Rigid scan of the torsion F1-Ga2-S4-H5 in F2GaHS (SMILES [F][Ga]([F])[SH]; atoms in SMILES order, hydrogen last), computed with Ansatz 0.2.0 in the gas phase with def2-TZVPP, from the PBE0-D4/def2-TZVP minimum. CCSD(T) and MP2 use frozen cores, with the filled d shell of Ga correlated. Energies at each level are counted from that minimum, at -179.9°.

| torsion (°) | CCSD(T) (eV) | PBE-D4 (eV) | PBE0-D4 (eV) | B3LYP-D4 (eV) | MP2 (eV) | PBE0-D4 less CCSD(T) (eV) | T1 diagnostic |
| --- | --- | --- | --- | --- | --- | --- | --- |
| -179.9 | 0.0000 | 0.0000 | 0.0000 | 0.0000 | 0.0000 | 0.0000 | n/a |
| -173.2 | 0.0031 | 0.0031 | 0.0031 | 0.0031 | 0.0031 | 0.0000 | 0.014 |
| -150.7 | 0.0533 | 0.0524 | 0.0528 | 0.0535 | 0.0529 | -0.0005 | 0.014 |
| -128.2 | 0.1394 | 0.1371 | 0.1376 | 0.1398 | 0.1382 | -0.0018 | 0.014 |
| -105.7 | 0.2121 | 0.2089 | 0.2089 | 0.2128 | 0.2101 | -0.0032 | 0.014 |
| -83.2 | 0.2262 | 0.2230 | 0.2228 | 0.2271 | 0.2242 | -0.0034 | 0.014 |
| -60.7 | 0.1727 | 0.1700 | 0.1703 | 0.1733 | 0.1712 | -0.0024 | 0.014 |
| -38.2 | 0.0856 | 0.0842 | 0.0847 | 0.0859 | 0.0850 | -0.0009 | 0.014 |
| -15.7 | 0.0164 | 0.0162 | 0.0163 | 0.0165 | 0.0163 | -0.0001 | 0.014 |

The table follows the energy $E$ of F₂Ga–SH as the S–H bond is turned about the Ga–S axis through the torsion angle $x$, with every other length and angle held at its value in the minimum. The five energy columns nearly coincide. Each starts from zero at $-179.9°$, has its highest entry at $-83.2°$ (0.2262 eV in CCSD(T), the reference here) and has fallen back to about 0.016 eV at $-15.7°$. The T1 diagnostic measures the weight of single excitations in the coupled-cluster wavefunction. It is 0.014 in all eight rotated rows, below the customary warning level of 0.02, so it gives no warning against a single-reference treatment along the way. The density-functional runs at the minimum are closed-shell singlets by construction. The curve can be carried in the head as

$$E(x)\approx 0.23\ \text{eV}\times\sin^2 x .$$

The form follows from symmetry together with a weak-coupling argument, and the constant belongs to this molecule.

The geometry of the minimum supplies the symmetry. The three angles at gallium add up to 360°, and the hydrogen lies in the plane of the heavy atoms, anti to F1 and syn to the other fluorine. Reflection in that plane turns $x$ into $-x$, so a Fourier series of the energy holds cosines only. If the two fluorines are equivalent, a hydrogen syn to one is the same as a hydrogen syn to the other, so $x$ and $180°-x$ have one energy and the odd cosines drop out. In a rigid scan this second symmetry is only approximate, since the frame was optimised with hydrogen on one side. The bias is small: the Ga–F bonds are 1.74 and 1.75 Å and the two F–Ga–S angles are 123° and 122°, differences of the size of the rounding of the coordinates. What remains is $\cos 2x$, $\cos 4x$ and so on, or, with zero at the plane, $V_2\sin^2x+V_4\sin^22x+\dots$. The row at $-15.7°$ is therefore not a second minimum. It lies on the slope down to the twin of the first, which after relaxation is the same structure with the fluorines exchanged.

Symmetry does not say whether the plane is the valley or the ridge, nor that the first term should dominate. The standard orbital argument covers both points. Three-coordinate gallium has an empty 4p orbital perpendicular to its plane. The Ga–S–H angle is about 91°, the usual sign that sulfur bonds through nearly pure 3p orbitals. Its two lone pairs are then very unlike: one is rich in 3s, deep in energy and with little direction, and the other is a 3p orbital perpendicular to the Ga–S–H plane, high in energy and a good donor. In the planar molecule this 3p orbital is parallel to the empty 4p and forms a partial π bond with it. Turning the S–H bond by $x$ turns the lone pair with it, and the coupling falls as $\beta\cos x$, where $\beta$ is the coupling in the plane. With a gap $\Delta$ between the two orbitals, two electrons in the lower level gain

$$-\frac{2\beta^2}{\Delta}\cos^2x+\frac{2\beta^4}{\Delta^3}\cos^4x-\dots$$

Call the two coefficients $a$ and $b$ and count from the plane. Then $E=a\sin^2x-b(1-\cos^4x)$, which rearranges to

$$E=(a-b)\sin^2x-\tfrac{b}{4}\sin^22x .$$

For coupling weak against the gap, $b$ is much smaller than $a$, the plane is the valley and the curve is close to a pure $\sin^2x$. The constant $V_2$ is nevertheless not the strength of the π bond. At 90° the S–H bond faces the empty orbital and donates a little in its turn, with a weight of $\sin^2x$, and the 3p lone pair then lies in the plane of the Ga–F bonds, which repel it and can also accept from it. Each of these effects has the same twofold form at leading order, so all of them add into one number. This is why the form is reliable, and also why neither the form nor a good fit identifies the cause.

The constant has to come from a calculation. An unweighted least-squares fit of $V_2\sin^2x$ to the eight rotated CCSD(T) rows gives 0.228 eV; the first row is zero by definition and was left out. The value 0.23 eV is this number rounded to two figures.

For $x=-128.2°$ the hydrogen is 51.8° from the nearer planar position. The identity $\sin^2\theta=\tfrac12(1-\cos2\theta)$ needs $\cos 103.6°=-\sin 13.6°=-0.235$, which gives $\sin^2x=0.618$. The rule yields $0.23\times0.618=0.142$ eV against 0.1394 eV in the table, too high by 2.6 meV or 1.9 % of the tabulated value. This is the worst absolute miss of the scan. For $x=-38.2°$ the doubled angle is 76.4°, its cosine is $+0.235$ and $\sin^2x=0.382$. The rule gives 0.088 eV against 0.0856 eV, too high by 2.4 meV or 2.8 %. Both rows were part of the fit, so a fairer trial takes the constant from one other row alone. The entry at $-83.2°$ divided by its $\sin^2x$ of 0.986 gives 0.2294 eV, which predicts $0.2294\times0.6176=0.1417$ eV at $-128.2°$ and misses by 2.3 meV. No other row is missed by more.

Over the eight rows the rule has a root-mean-square error of 1.7 meV, and it is too high in each of them. The relative error runs from 0.3 % at $-83.2°$ to 4.0 % at $-173.2°$, where it amounts to 0.1 meV and where the rounding of the last printed digit alone can amount to 1.6 % of the entry. The common sign comes partly from rounding the constant upward and partly from the shape, which the grid lets one see without fitting. The scan contains four pairs of rows 90° apart, and for such a pair the two values of $\sin^2x$ add to one, so a pure twofold curve would give the same sum $V_2$ each time. The pair $-173.2°$ and $-83.2°$ gives $0.0031+0.2262=0.2293$ eV, while the two worked rows give $0.1394+0.0856=0.2250$ eV. The sum sags by about 4 meV when both partners sit on the flanks, which is the signature of a negative $V_4$.

A least-squares fit of both terms to the same eight rows gives $V_2=229.5$ meV and $V_4=-2.4$ meV, about 1 % of the main term. For the two worked rows $\sin^22x=4\times0.6176\times0.3824=0.945$, so each is lowered by 2.3 meV: at $-128.2°$, $229.5\times0.6176-2.3$ is about 139.4 meV, the tabulated value, in a row that was again part of the fit. The root-mean-square error drops to 0.11 meV. The term is well above the rounding of the energies (0.05 meV) and appears at all five levels, between $-1.9$ and $-2.5$ meV, so it is a real feature of this rigid curve. Its sign is the one that the two-level formula gives: the donation saturates where it is strongest, which makes the valley slightly softer than $\sin^2x$. The agreement is modest support and no more, because a steep short-range repulsion between the hydrogen and the syn fluorine would give the same sign.

There the useful terms end. A onefold term $V_1\cos^2(x/2)$, which would measure the inequality of the two planar positions, comes out as $+0.2$ meV when angles are counted from $-180°$ and as $-0.4$ meV when they are counted from the minimum at $-179.9°$. A shift of 0.1° moves the flanks by up to 0.4 meV, so the term trades against the origin of the angle and has no meaning at this precision. The largest misfit of the two-term form, 0.24 meV at $-15.7°$, is comparable with the effect of such a shift and is given no cause.

The fourfold term also tells where to calibrate, since $E/\sin^2x=V_2+4V_4\cos^2x$ runs from 0.220 eV at the plane to 0.2295 eV at the perpendicular. A constant taken from any of the three rows between $-105.7°$ and $-60.7°$ reproduces the whole scan within 2.3 meV. A constant taken from any of the four rows within 40° of the plane misses by 5.4 to 8.2 meV, because it carries the soft curvature of the valley up to the ridge and, for the two rows nearest the plane, magnifies the rounding by division through a small number. One point near 90° is worth more than the curvature at the minimum. The top itself, 0.2295 eV at $-90°$, is an interpolation between the rows at $-105.7°$ and $-83.2°$, but a short one, 3 meV above the higher of them.

Replacing $\sin\theta$ by $\theta$, the distance from the plane in radians, gives the harmonic well $0.23\,\theta^2$ eV. It is about 5 % high out to 16°, at least half of which is inherited from the rule, 13 % high at 29°, 35 % high at 52° and more than double the tabulated value at 83°. It serves for small motions, and it gives the scale of what a purely electronic table leaves out. The force constant is $2V_2=0.46$ eV per square radian. With the S–H bond almost perpendicular to the axis, the moment of inertia is nearly that of the hydrogen alone, $1.0\times1.34^2\approx1.8$ u Å², because the fluorines are too heavy to move much. The torsional quantum is then roughly 33 meV and its zero-point energy about 17 meV. At the ridge this mode is no longer a vibration, so the barrier felt by the molecule is lower by something of that order, provided that the other modes change little, which is an assumption. The electronic barrier is about nine times $kT$ at 298 K, or 22 kJ/mol, and the rule reaches $kT$ some 20° from the plane. The molecule librates about the planar form and crosses by thermal activation, and since the quantum exceeds $kT$ the libration is not classical.

The most obvious addition to π donation is attraction between the hydrogen and the syn fluorine, 3.13 Å apart in the minimum. A rigid rotation changes only two internuclear distances, the H···F pair, from 3.13 and 4.21 Å in the plane to 3.71 Å each at the perpendicular. For point charges the energy changes by $14.4\ \text{eV Å}\times(1/3.13+1/4.21-2/3.71)$, or 0.26 eV per unit product of charges, because the loss at one fluorine is largely made good at the other. To supply the barrier the product would have to be about $0.9\,e^2$. Hydrogen on sulfur should be only weakly positive, since the two elements differ little in electronegativity. With a guessed tenth of a charge on hydrogen and less than a full charge on fluorine, the contribution falls short by an order of magnitude. A pure $1/r$ attraction would also sharpen the valley and give $V_4$ the positive sign, since its expansion in $\cos^2x$ and $\cos^4x$ has terms of one sign throughout. The argument disposes of atom-centred charges only. The lone pair makes sulfur's charge cloud far from spherical, and its interaction with the polar Ga–F bonds is twofold as well and is not separated by anything in the table. For dispersion the reasoning is similar. The D4 correction at the minimum totals between 0.09 and 0.17 eV, depending on the functional, but nearly all atom pairs keep their distance in this motion, and the two that change do so in opposite directions. A small share of the barrier is thus likely by argument, not shown. That π donation is the main cause rests on standard bonding theory and on this partial elimination; no orbital or population analysis was made to test it.

The constant depends little on the level of theory. The five columns differ by at most 4.3 meV, at $-83.2°$, where B3LYP-D4 is highest and PBE0-D4 lowest. At that angle MP2 lies 0.9 %, PBE-D4 1.4 % and PBE0-D4 1.5 % below CCSD(T), and B3LYP-D4 lies 0.4 % above. The column that subtracts CCSD(T) from PBE0-D4 is never positive and is largest in size, 3.4 meV, at the highest row. PBE-D4 and PBE0-D4 stay within 0.5 meV of each other, so a quarter of exact exchange changes almost nothing here. Such agreement is to be expected for a motion that breaks no bond and unpairs no electrons: most of each method's error is the same in both conformations and cancels. The largest miss of the hand rule against CCSD(T) is smaller than that of PBE0-D4, but only because its constant was taken from CCSD(T); against PBE-D4 it is off by up to 4.9 meV. The differences do not rank the functionals. All columns share one geometry and one triple-zeta basis, in which CCSD(T) and MP2 converge more slowly than the functionals, and a few meV could move with the basis. Spin-orbit coupling is absent too, though in a closed shell it enters at second order and should change little with the angle.

A larger uncertainty is the rigidity of the scan. The Ga–S bond stays at 2.17 Å, the length that suits the planar form, even where the π overlap has vanished. Letting the rest of the molecule relax can only lower the PBE0-D4 energy at a given torsion, so the top should lie above the relaxed barrier. It is not a strict bound, because the structure was optimised in the slightly smaller def2-TZVP basis and the other levels have their own minima at slightly different geometries. Relaxation should also alter the shape. If the force on the Ga–S bond grows as $\sin^2x$, the energy gained by yielding to it grows as $\sin^4x=\sin^2x-\tfrac14\sin^22x$, which lowers $V_2$ and pushes $V_4$ in the positive direction. The value $-2.4$ meV is therefore a property of the rigid path, while the $\sin^2x$ form should carry over with a somewhat smaller constant.

For neighbouring molecules the form and the constant travel separately. The form holds for any rotor in which a group with one arm, such as SH, SeH or OH, turns against a planar centre with two equal arms, as long as the fourfold term stays small beside the twofold one. With unequal arms, as in F(H)Ga–SH, the two planar positions become distinct syn and anti conformers, and a $V_1$ term is needed that a second calibration point must fix. A methyl group in place of SH has no lone pair and combines threefold with twofold symmetry, which leaves only a very small sixfold barrier. A Lewis base bound to gallium uses up the 4p orbital and makes the centre roughly tetrahedral. The twofold term should then shrink and a threefold staggering preference appear, with a onefold part as well because the base differs from the fluorines.

If π donation is the main part of the barrier, the constant follows $\beta^2/\Delta$, less whatever the perpendicular form recovers. Boron, with a much shorter bond and a compact 2p orbital, should couple more strongly and give a higher barrier. Aluminium is close to gallium in size and should be of similar order, and indium, with a longer bond, lower. These directions come from overlap alone and are not computed here. Selenium bonds at near right angles like sulfur and should behave much the same. Oxygen is harder to call: its bond to gallium is shorter, but its lone pair lies deeper, and the angle at oxygen tends to open, which gives the second lone pair more p character and lets the perpendicular form donate as well. In the limit of a straight Ga–O–H unit the barrier vanishes by symmetry. The hydrogen on oxygen is also much more positive, so the electrostatic term that was minor here grows. Replacing fluorine by hydrogen on gallium removes ligands that both pull charge from the metal, which lowers the 4p level, and feed that orbital from their own lone pairs in competition with sulfur. The two changes oppose each other, and the net direction is a guess until one point near 90° has been calculated.
